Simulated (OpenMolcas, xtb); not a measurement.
# GeSiH4 (SMILES [SiH3][GeH]): the dipole moment, rung by rung

GeSiH4 has 6 atoms, charge 0, and is taken as a triplet. As SMILES, `[SiH3][GeH]`. The shape comes from GFN2-xTB, which is rough for such elements, and wasn't checked as a minimum.

Each level gives the dipole moment (D). The values are calculated.

| level | kind | program | value (D) |
| --- | --- | --- | --- |
| GFN2-xTB | semi-empirical | xtb | 1.30 |
| GFN0-xTB | semi-empirical | xtb | 1.73 |
| GFN1-xTB | semi-empirical | xtb | 0.42 |
| UHF/STO-3G | Hartree–Fock | OpenMolcas | 0.85 |
| UHF/3-21G | Hartree–Fock | OpenMolcas | 0.53 |
| UHF/def2-SVP | Hartree–Fock | OpenMolcas | 0.35 |
| UHF/def2-TZVP | Hartree–Fock | OpenMolcas | 0.34 |
| UHF/cc-pVTZ-DK (DKH3) | Hartree–Fock | OpenMolcas | 0.38 |
| UB3LYP/6-31G* (spherical functions) | global hybrid | OpenMolcas | 0.41 |
| UB3LYP/6-31G* (Cartesian functions) | global hybrid | OpenMolcas | 0.41 |

All-electron rows without a relativistic Hamiltonian named are non-relativistic. The values span 0.34 to 1.73 D. Magnitudes only: a small dipole may point the other way at some levels. Sets without polarisation functions give poor dipoles. Without the sets that lack polarisation functions the rows with a basis span only 0.34 to 0.41 D.

The polarised-basis Hartree–Fock and B3LYP results agree on a weakly polar triplet silylgermylene, with a dipole of 0.34 to 0.41 D. This fits the similar electronegativities of silicon and germanium and the modest polarity of their bonds to hydrogen. The net moment is probably a small remainder of bond contributions and the asymmetric density of the unpaired electrons at germanium, so slight shifts in charge distribution change it noticeably. That would explain why GFN2-xTB and GFN0-xTB, with their approximate treatment of charge, land at 1.30 and 1.73 D. GFN1-xTB, at 0.42 D, lies close to the polarised-basis results, but one such match may be fortuitous.

The step from 0.34 D with def2-TZVP to 0.38 D with cc-pVTZ-DK can't be read as a relativistic effect, because basis and Hamiltonian change together. Nor do these triplet values carry over to the singlet, where pairing the electrons in a germanium lone pair would alter the charge distribution.
